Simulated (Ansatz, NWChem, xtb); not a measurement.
**A family of molecules: the dipole moment**

One atom is swapped for its congeners: CH3F (fluoromethane) `CF`; SiH3F `F[SiH3]`; GeH3F (fluorogermane) `[F][GeH3]`; SnH3F `[F][SnH3]`. All are singlets with charge 0.

Shapes, held fixed at every level: PBE0-D4/def2-TZVP. Programs: Ansatz 0.2.0, NWChem 7.3.0, xtb 6.7.1. Values in D.

```
               level  CH3F  SiH3F  GeH3F  SnH3F
            GFN1-xTB  2.21   0.94   2.07   4.06
         HF/def2-SVP  2.14   1.59   2.50   3.15
   PBE-D4/def2-TZVPP  1.67   1.17   1.98   2.55
r2SCAN-D4/def2-TZVPP  1.73   1.20   2.06   2.66
       PBE0/def2-SVP  1.81   1.33   2.13   2.71
 B3LYP-D4/def2-TZVPP  1.80   1.27   2.12   2.72
  wB97M-V/def2-TZVPP  1.78   1.24   2.13   2.75
            measured  1.85      –      –      –
```

At wB97M-V/def2-TZVPP the dipole moment isn't monotonic: it is largest for Sn and smallest for Si (2.75 and 1.24 D). 6 of 7 levels show this order throughout; 7 agree on the largest and the smallest. Measured values: NIST CCCBDB. For atoms past krypton def2 sets carry core potentials with scalar relativity. Relativity is left out for Ge unless named. GFN1-xTB strays far from the other rows.

The dipole moment doesn't track the polarity of the M–F bond alone. Silicon is far more electropositive than carbon, yet SiH3F has the smallest moment at every level. The likely reason is the MH3 group: hydrogen is slightly positive on carbon, so the C–H bonds reinforce the C–F dipole, whereas it is hydridic on silicon and the Si–H bonds oppose the Si–F dipole. Donation from fluorine lone pairs into Si–H σ* orbitals probably lowers the moment further.

The rise to Ge and Sn suggests that longer M–F bonds and weaker back-donation outweigh the opposing M–H contribution. Germanium's filled 3d shell also keeps it more electronegative than simple descent of the group would imply, making Ge–H less hydridic than Si–H. Only GFN1-xTB breaks the full order, placing CH3F above GeH3F.

In the same basis, Hartree–Fock gives larger moments than PBE0 for all four molecules, probably because missing correlation leaves the bonds too ionic. Total moments alone can't separate bond polarity from back-donation.
